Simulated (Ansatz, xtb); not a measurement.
# Ligand exchange: GeH3(CH3) + Si(SiH3)F3 → GeH3F + Si(CH3)(SiH3)F2

Species: GeH3(CH3) (methyl germane), singlet; Si(SiH3)F3, singlet; GeH3F (fluorogermane) `[F][GeH3]`, singlet; Si(CH3)(SiH3)F2, singlet. The partners trade CH3 for F: Ge–CH3 and Si–F bonds give way to Ge–F and Si–CH3.

Shapes, held fixed at every level: PBE0-D4/def2-TZVP. Programs: Ansatz 0.2.0, xtb 6.7.1. The zero-point and thermal change to 298 K, harmonic and unscaled (PBE0-D4/def2-TZVP), is -1.2 kJ/mol.

```
             level                    kind  ΔH(298 K) (kJ/mol)  less CCSD(T)/def2-TZVPP
          GFN0-xTB          semi-empirical               +44.2                    -39.3
 PBE-D4/def2-TZVPP                     GGA               +71.0                    -12.5
wB97X-V/def2-TZVPP  range-separated hybrid               +73.3                    -10.2
 B2PLYP/def2-TZVPP           double hybrid               +79.0                     -4.5
      MP2/def2-SVP     perturbation theory               +65.7                    -17.8
     CCSD/def2-SVP   coupled cluster or CI               +63.8                    -19.7
   CCSD/def2-TZVPP   coupled cluster or CI               +84.2                     +0.7
CCSD(T)/def2-TZVPP   coupled cluster or CI               +83.5                      0.0
```

The highest level, CCSD(T)/def2-TZVPP, gives ΔH(298 K) = +83.5 kJ/mol; the levels span +44.2 to +84.2. The column of differences is taken from that level and isn't an error. No measured value is set beside it here. Relativity is left out for Ge. Outer-core shells of Ge are correlated in most correlated rows, in sets that cover them unevenly.

The exchange is clearly endothermic at every level, so fluorine favours silicon and methyl germanium in this pair. The main reason is the stronger, more polar Si–F bond: silicon is less electronegative than germanium, whose filled 3d shell screens the nuclear charge poorly, and it binds fluorine at shorter range. The M–C bonds differ less between the two elements and recover only part of the cost. Taking one fluorine from a trifluorinated silicon probably adds to it, since geminal Si–F bonds stabilise one another through polarity and negative hyperconjugation.

The thermal term of -1.2 kJ/mol leaves the preference essentially electronic. With CCSD, the larger basis raises the enthalpy from +63.8 to +84.2 kJ/mol, whereas the triples barely alter it. The low MP2 value therefore probably reflects its small basis more than its treatment of correlation, and its distance from CCSD(T) is no measure of MP2 itself. The enthalpy is a net balance over four molecules and doesn't yield individual bond strengths.
